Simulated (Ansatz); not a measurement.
## SrO: pressure and energy above lowest point against volume per atom

All results are calculated (Ansatz 0.2.0 development build). Equation of state of a cubic crystal from periodic Kohn-Sham density functional theory without spin; pressure corrected for the finite basis.

Cell of the first row (space group Fm-3m, No. 225):
```
CELL_PARAMETERS angstrom
0.00000 2.52640 2.52640
2.52640 0.00000 2.52640
2.52640 2.52640 0.00000
ATOMIC_POSITIONS crystal
Sr 0.00000 0.00000 0.00000
O 0.50000 0.50000 0.50000
```

Settings of every row: formula SrO; structure type rock salt; functional r2SCAN; spin treatment none; k mesh 11x11x11; occupation method fermi-dirac; occupation width 0.1 eV; wave cutoff 700 eV; datasets hard PAW; density cutoff ratio 4; xc grid level 2.

Limits: pseudopotentials made with PBE, not this functional; the SCF threshold is loose for a stress in some rows.

```
row  volume per atom (Å³)  pressure (GPa)  energy above lowest point (meV/atom)
  1                16.126           6.722                                 20.61
  2                16.651           3.045                                  4.75
  3                17.177          -0.062                                     0
  4                17.703               ?                                     ?
  5                18.229          -4.914                                 17.21
```

Question: what pressure and energy above lowest point should row 4 give?

Worked fit of pressure. Take u = (V_r/V)^(2/3) − 1 with V_r = 16.914 Å³ an atom, which is twice the finite (Eulerian) strain; such expansions in the strain, on which the Birch-Murnaghan equation of state is built, carry the rest volume and the bulk modulus. The shown rows have u = 0.03232, 0.0105, -0.01023, -0.04869. Least squares give pressure = 1.4275 + 150.367 × u + 413.75 × u² GPa; a straight line predicts inner rows, each left out in turn, worse (root mean square 0.43 against 0.014 GPa). The rows lie off it by 0.002, -0.007, 0.005, -0.001 (root mean square 0.0044 GPa). The pressure vanishes at u = -0.0098, or V = 17.16 Å³ an atom, and there the bulk modulus at fixed shape and fractions is B = −V dP/dV = (2/3)(1 + u) dP/du = 93.9 GPa. The withheld row has u = -0.02994, so the fit gives 1.4275 + 150.367 × (-0.02994) + 413.75 × (-0.02994)² = -2.704 GPa.

The calculation gave -2.691 GPa. The fit lies 0.013 GPa (0.11 % of the column's range) below it; its largest miss of a shown row is 0.007 GPa.

Worked fit of energy above lowest point. Take u = (V_r/V)^(2/3) − 1 with V_r = 16.914 Å³ an atom, which is twice the finite (Eulerian) strain; such expansions in the strain, on which the Birch-Murnaghan equation of state is built, carry the rest volume and the bulk modulus. The shown rows have u = 0.03232, 0.0105, -0.01023, -0.04869. Least squares give energy above lowest point = 1.111 + 230.31 × u + 11524 × u² meV/atom; a straight line predicts inner rows, each left out in turn, worse (root mean square 12 against 0.1 meV/atom). The rows lie off it by 0.02, -0.05, 0.04, -0.01 (root mean square 0.034 meV/atom). Its lowest point lies at u = -0.0100, or V = 17.17 Å³ an atom, and the curvature there gives the bulk modulus at fixed shape and fractions, B = (4/9)(1 + u)² E″(u)/V = 93.7 GPa. The withheld row has u = -0.02994, so the fit gives 1.111 + 230.31 × (-0.02994) + 11524 × (-0.02994)² = 4.55 meV/atom.

The calculation gave 4.63 meV/atom. The fit lies 0.08 meV/atom (1.7 % of the value, 0.39 % of the column's range) below it; its largest miss of a shown row is 0.05 meV/atom.
